Two orientations about a bond can be treated as one freely mixing molecule, or they have to be tracked as two species; the barrier between them decides which. A rough transition-state estimate for room temperature sets the scale. Below 0.2 eV the turn happens within about a nanosecond, near 0.5 eV within about a millisecond, and above 1.1 eV only after weeks or longer. The small molecules below span that whole range, although in six of them the motion is the same in kind: one end is turned about one bond.

Climbing-image nudged elastic band calculations with Ansatz 0.2.0 at the PBE/6-31G(d) level for torsions, inversions and a hydrogen shift in small silicon-containing molecules and anions. Forward and backward barriers are the energy of the highest image relative to the first and last end of the path; the reaction energy is that of the last end minus the first.

```
                 system  dispersion      orbitals  charge  spin multiplicity  force component limit   ends prepared  barrier forward (eV)  barrier backward (eV)  reaction energy (eV)
N[SiH2][SiH2]C1C[SiH2]1          D4    restricted     0 e                  1       0.05 eV/angstrom         relaxed                 0.054                  0.020                 0.034
               NC[SiH2]        none  unrestricted     0 e                  2       0.05 eV/angstrom         relaxed                 0.071                  0.093                -0.022
          [CH-]=C[SiH3]          D4    restricted    -1 e                  1       0.05 eV/angstrom         relaxed                 0.093                  0.093                 0.000
              C=C[SiH2]          D4  unrestricted     0 e                  2       0.05 eV/angstrom         relaxed                 0.129                  0.129                 0.000
             OCO[SiH2]O          D4    restricted     0 e                  1       0.05 eV/angstrom  partly relaxed                 0.186                  0.144                 0.042
          C=NB(F)[SiH3]        none    restricted     0 e                  1       0.05 eV/angstrom         relaxed                 0.523                  0.523                 0.000
                AlBH5Si          D4    restricted    -1 e                  1       0.03 eV/angstrom         relaxed                 0.888                  0.347                 0.541
               C[Si]#CN          D4    restricted     0 e                  1       0.03 eV/angstrom         relaxed                 1.144                  1.144                 0.000
               BN[SiH3]          D4    restricted     0 e                  1       0.05 eV/angstrom         relaxed                 1.268                  1.268                 0.000
```

Three explanations compete. The barrier may follow the reaction energy, as the Bell-Evans-Polanyi rule has it: the more a step runs uphill, the more it costs. It may grow with the distance that the atoms have to travel. Or it may measure a bond that the turn destroys, even though the same atoms stay joined.

The first five rows all lie below 0.2 eV, but two of them are not torsions. In N[SiH2][SiH2]C1C[SiH2]1 the move was set up as an inversion at nitrogen, with a barrier near the noise of the force limit, and C=C[SiH2] turns its silicon pyramid inside out. The torsions among the five are NC[SiH2], [CH-]=C[SiH3] and OCO[SiH2]O.

These three make the Bell-Evans-Polanyi rule tempting. NC[SiH2] runs slightly downhill and has the lowest barrier of the three, the anion is level, and OCO[SiH2]O runs uphill and has the highest. The size of the effect spoils the picture. Between the outer two the barrier rises by 0.186 − 0.071 = 0.115 eV while the reaction energy rises by only 0.064 eV, a slope of almost 2, where the rule allows at most 1. Both ends of that comparison are also soft, since the path of NC[SiH2] is poorly resolved and the table lists the ends of OCO[SiH2]O as only partly relaxed, while another record of the same run calls them relaxed.

OCO[SiH2]O tests the second explanation as well. One of its atoms is displaced by 2.33 Å, the farthest of any torsion here, for a barrier of 0.186 eV. In C[Si]#CN, near the bottom of the table, the largest displacement is only 1.77 Å and the barrier is about six times as high. Over the six torsions, displacement and barrier are practically uncorrelated.

The anion [CH-]=C[SiH3] points to what does matter. It contains a C=C double bond, yet its barrier is only 0.093 eV, because the bond that turns is the single bond from carbon to silicon. That bond changes by about 0.01 Å on the way up, too little to interpret. The basis set lacks the diffuse functions that an anion wants, so the exact barrier deserves little trust, but its smallness fits a turn that leaves the double bond alone.

With C=NB(F)[SiH3] the table leaves the low group. The reaction energy is zero, as it is for the anion, because the turn leads to an equivalent structure, and yet the barrier is 0.523 eV. Four torsions share this zero, and their barriers differ by 1.175 eV. The rule may still hold within a family of closely related reactions, but this spread has another source.

The next row, AlBH5Si, could seem to rescue the rule, with a large reaction energy and a large forward barrier. It is a different reaction, in which a hydrogen atom moves from silicon towards boron. That its forward barrier exceeds the backward one by the reaction energy is no support either, since this holds for any path by definition.

What sets C=NB(F)[SiH3] apart is the bond that turns. At the start the C–N–B angle is about 175°, and the planes of the two ends stand at right angles, as in allene. In this shape the lone pair of nitrogen lies in a p orbital that points along the empty p orbital of boron, and the two form a π bond. At the top of the path nitrogen is bent to about 119° and the N–B bond is longer by 0.08 Å, as it should be if that π bond has gone.

Ethane and ethylene show the principle in its simplest form. Turning ethane costs little, because a single bond looks the same from every side, while turning ethylene costs a great deal, because its two p orbitals no longer overlap after a quarter turn. The comparison carries over to the loss of overlap, but not to the size of the cost. In ethylene each carbon is left with one unpaired electron, whereas here both electrons can return to nitrogen as a lone pair, which is far cheaper.

The last two rows have the highest barriers. BN[SiH3] is the plain case: a flat nitrogen next to a flat boron, joined by a σ bond and a π bond. At the top the lone pair stands nearly at right angles to the empty orbital of boron, nitrogen has become pyramidal, and the B–N bond has stretched by 0.06 Å. The barrier is 1.268 eV.

C[Si]#CN is the row where the formula misleads. A true triple bond in a linear molecule would turn almost freely, since its two π bonds together look the same from all sides. The computed minimum is not linear, however: the angle at silicon is about 102°, and the two ends are again perpendicular, as in allene. During the turn the Si–C bond shortens by 0.06 Å, while the neighbouring C–N bond stretches by 0.07 Å and nitrogen becomes pyramidal.

So the π bond that breaks is not in the bond named as the axis of the turn. At the start the lone pair of nitrogen is shared with the central carbon. The turn takes it out of line, and carbon has to find electrons elsewhere. The likely donor is the lone pair of silicon, which would explain both the shorter Si–C bond and the opening of the angle at silicon to about 129°.

The argument can be put in two lines. Let θ be the angle between the two p orbitals, P the energy gained from the π bond when they are parallel, and B the cost of everything else in the turn. The interaction between the orbitals falls as cos θ, and the energy that a filled orbital gains from an empty one goes roughly as the square of that interaction:

π energy ≈ −P cos² θ

barrier ≈ B + P if the turn breaks a nitrogen π bond, and B if it does not

At a right angle the whole of P is lost. A least-squares fit to the forward barriers of the six torsions gives B = 0.12 eV and P = 0.86 eV. For C[Si]#CN, which was part of the fit, the sum is 0.98 eV against a computed 1.14 eV, about 15% too low. A stricter test leaves this row out and takes the mean of the other two high torsions, (0.523 + 1.268)/2 ≈ 0.90 eV, about 22% too low. The two groups were drawn up with the barriers in view, so the model describes the split between low and high; it did not predict it.

The model fails for C=NB(F)[SiH3], where it gives nearly twice the computed barrier. The stretch of the bond gives no warning, for it is about as large as in the other two. Theory suggests three reasons, which these numbers do not separate. When the nitrogen of the imine bends, its lone pair moves into an orbital with more s character and is held more tightly, which pays back part of the loss. The nitrogens of the other two recover something in the same way by turning pyramidal, but probably less. At the same time the π bond between carbon and nitrogen comes into line with the empty orbital of boron and can take over some of the donation. Fluorine, too, shares a lone pair with boron, so that less depends on nitrogen from the start. This row was also run without the D4 dispersion term that the other two high torsions have, but in so small a molecule that term is expected to change the barrier little.

For the decision at the start, the useful question is therefore which orbitals lose their overlap, and whether the atoms can make up for it. Low torsions can be treated as free mixing. C=NB(F)[SiH3] mixes too, unless the measurement is faster than about a millisecond. BN[SiH3] and C[Si]#CN hold their orientation for weeks or longer on the computed paths. In both, however, the turn only makes two hydrogen atoms at one end trade places and gives the same molecule back, so two species would appear only if those atoms were made different, for instance by putting deuterium in place of one. Semilocal functionals often put reaction barriers too low, but they also favour spread-out electrons, which can make the loss of a π bond look too costly, so the sign of their error is open here. A lower path that the search did not find would shorten the times. The barriers are also electronic energies without zero-point terms, and the tops of the paths were not confirmed as first-order saddle points, so the times are orders of magnitude at best.
